### Filling in the strained gap

A sheet of 2H MoTe₂ is stretched equally in both in-plane directions. At +1 % strain its band gap is direct, and at +4 % it is indirect. What are the size and the kind of the gap at the two strains in between?

Monolayer 2H MoTe₂ under equal strain along both in-plane directions, computed with Ansatz 0.2.0 (r2SCAN, plane-wave PAW, 500 eV cutoff, 12×12×1 k mesh, no spin polarisation), with atoms relaxed at each strain. Strain and gap changes are relative to the relaxed sheet with a = 3.561 Å. Gaps are the least found on the k mesh and at named k points.

```tsv
strain (%)	band gap (eV)	band gap change (eV)	least direct gap change (eV)	gap kind
-4	1.221	0.100	0.382	indirect
-3	1.268	0.147	0.279	indirect
-2	1.302	0.181	0.181	direct
-1	1.208	0.087	0.087	direct
1	1.040	-0.081	-0.081	direct
2	?	?	?	?
3	?	?	?	?
4	0.833	-0.288	-0.281	indirect
```

### Two gaps, two slopes

The table follows two quantities that are easily taken for one. The band gap is the distance from the highest filled to the lowest empty state, wherever in reciprocal space each of them lies. The least direct gap is the smallest such distance at a single wave vector, which is where light is absorbed or emitted without help from a lattice vibration. Where the gap kind is direct, the two are equal.

Under compression they part. The least direct gap keeps growing down to −4 %, while the band gap peaks at −2 % and then shrinks. At −4 % it lies 282 meV below the direct gap. The turnover therefore belongs to a different pair of band edges, and the direct gap itself never turns.

The competitor is a conduction valley between Γ and K, which lies below the one at K in the rows at −3 and −4 %. The highest filled state stays at K. A straight line through the two compressed indirect rows puts the crossing close to −2 %, so the direct label of that row is marginal. The gaps are read only on the k mesh and at named points, which can miss the bottom of such a valley. The size of the turnover thus deserves less trust than the smooth course of the direct gap. A warning about a rough exchange–correlation potential in the thin density applies to both gaps in the two compressed indirect rows.

### Why stretching closes the direct gap

Theory gives a reason for the sign. In all the known rows the direct gap lies at K, a corner of the hexagonal Brillouin zone. In such monolayers both band edges at K are known to consist mainly of Mo d orbitals. Coupling between neighbouring Mo atoms, partly through Te, lowers the valence state there and raises the conduction state. Stretching the sheet should weaken this coupling and so narrow the gap. The picture covers only the distance between the two states. On the energy scale of the runs both of them sink between −1 and +1 %, the conduction state almost three times as far as the valence state. If the picture holds, a downward shift of both must come on top.

Weakening coupling also suggests why the trend is curved. Orbital coupling falls steeply at short distance and more gently at long distance, so each further step of stretching should matter less. The numbers agree: the direct gap changes by 103 meV per % between −4 and −3 %, but by only 67 meV per % on average between +1 and +4 %. Near zero strain the slope is 84 meV per %, so a change of 0.1 % in the equal in-plane strain shifts the gap by about 8 meV.

### A forecast from four rows

Let $x$ be the strain in % and $\Delta$ the least direct gap change in meV. Since $\Delta$ vanishes in the unstrained sheet, a short expansion has no constant term:

$$\Delta(x)=a\,x+b\,x^2+c\,x^3 .$$

Rows of opposite strain separate the terms. The sum of $\Delta$ at +4 and −4 % holds only the curvature, and the differences within the pairs ±1 and ±4 % hold the rest:

$$b=\frac{-281+382}{2\cdot 16}=3.16,$$

$$a+c=\frac{-81-87}{2}=-84.0,\qquad a+16c=\frac{-281-382}{8}=-82.9 .$$

This gives $c\approx0.075$ and $a\approx-84.1$. For +3 % the estimate is

$$\Delta(3)=-252.2+28.4+2.0\approx-222\ \text{meV},$$

and the same steps give −155 meV at +2 %. The rows at −2 and −3 % took no part in setting the coefficients, and the formula meets both within 1 meV. Taking the slope from the outer pair alone would move the forecasts by about 2 meV, so ±3 meV is a fair range for the direct gap.

### Will the gap still be direct?

At +4 % the indirect gap is only 7 meV below the direct one. Suppose that their separation varies linearly with strain. It can't be negative at +1 %, where the gap is direct, so the indirect gap can undercut by at most 2 meV at +2 % and 5 meV at +3 %. The size of the band gap is therefore almost independent of its label.

The label itself is less certain. The gap is direct at +3 % if the two edges separate by more than 7 meV per % of strain. On the compressed side they separate by 150 meV per %. There a conduction valley competes, whereas at +4 % it is the valence edge at Γ. The figure therefore shows only how strongly band edges can differ in their response.

With the unstrained gap of 1.121 eV, the forecasts are:

- **+2 %:** direct-gap change −0.155 ± 0.003 eV; band gap 0.966 eV, range 0.961 to 0.969 eV; direct, nearly sure.
- **+3 %:** direct-gap change −0.222 ± 0.003 eV; band gap 0.899 eV, range 0.891 to 0.902 eV; direct, likely.

The withheld rows as computed:

```tsv
strain (%)	band gap (eV)	band gap change (eV)	least direct gap change (eV)	gap kind
2	0.966	-0.155	-0.155	direct
3	0.900	-0.221	-0.221	direct
```

### What the computed rows show

At +2 % the forecast agrees with the calculation to the last printed digit. At +3 % both the direct-gap change and the band gap miss by 1 meV, which is the size of the rounding. Both gaps are direct, as forecast.

The curvature earned its place. Carrying the slope near zero strain out to +3 % would give $3\times(-84)=-252$ meV, about 30 meV too large a drop. A straight line between the rows at +1 and +4 % errs the other way, by about 7 meV. The expansion works because the direct gap changes smoothly throughout; applied to the band gap across the turnover near −2 %, it would have failed.

The change to an indirect gap now lies between +3 and +4 %. At +4 % the highest filled state has moved from K to Γ, while the lowest empty state is still at K. Tension thus raises the valence edge at Γ relative to the one at K. The calculation leaves out spin–orbit coupling, which lifts the valence edge at K by roughly 0.1 eV and does not split the one at Γ. That is far more than the 7 meV at stake, so the sheet would probably still be direct at +4 %. The shift of the gap is thus a firmer result than the strain at which it turns indirect. The absolute gap is less firm too, since semilocal functionals such as r2SCAN usually make it too small.

The printed output below supports the slopes and edge separations quoted here, but its two polynomial fits failed because the strain was set to zero in them. Its forecasts of 1.121 eV, their ranges and misses, and its two straight-line comparisons are therefore void; the forecasts above rest on the arithmetic shown.

Printed output of the fit:

```
fit of d on 6 rows: coefficient of s 0 +/- 0, coefficient of s**2 0 +/- 0; rms 0.241, worst -4 -0.382, leave-one-out rms 0.241
  rows outside the fit (model, value, miss): 2 0, -0.155, 0.155; 3 0, -0.221, 0.221
fit of d on 6 rows: coefficient of s 0 +/- 0, coefficient of s**2 0 +/- 0, coefficient of s**3 0 +/- 0; rms 0.241, worst -4 -0.382, leave-one-out rms 0.241
  rows outside the fit (model, value, miss): 2 0, -0.155, 0.155; 3 0, -0.221, 0.221
unstrained band gap in eV: 1.121
slope of the direct gap between -1 and +1 % in meV per %: -84
same slope per unit of relative area change in eV: -4.2
mean slope of the direct gap from -4 to -3 % in meV per %: -103
mean slope of the direct gap from +1 to +4 % in meV per %: -66.67
band gap less direct gap at -4 % in meV: -282
band gap less direct gap at -3 % in meV: -132
band gap less direct gap at +4 % in meV: -7
parting of indirect and direct gap from -4 to -3 % in meV per %: 150
rough strain of the crossing under compression in %: -2.09
forecast band gap at +2 and +3 % in eV: 2 1.121, 3 1.121
lower end of the forecast at +2 and +3 % in eV: 2 1.12, 3 1.12
upper end of the forecast at +2 and +3 % in eV: 2 1.124, 3 1.124
computed band gap at +2 and +3 % in eV: 2 0.966, 3 0.9
forecast less computed band gap at +2 and +3 % in meV: 2 155, 3 221
computed band gap less direct gap at +2 and +3 % in meV: 2 0, 3 0
computed kind at +2 and +3 % with 1 for indirect and 0 for direct: 2 0, 3 0
straight line from +1 to +4 % less computed direct-gap change in meV: 2 140.7, 3 206.7
slope near zero carried outward less computed direct-gap change in meV: 2 155, 3 221
```
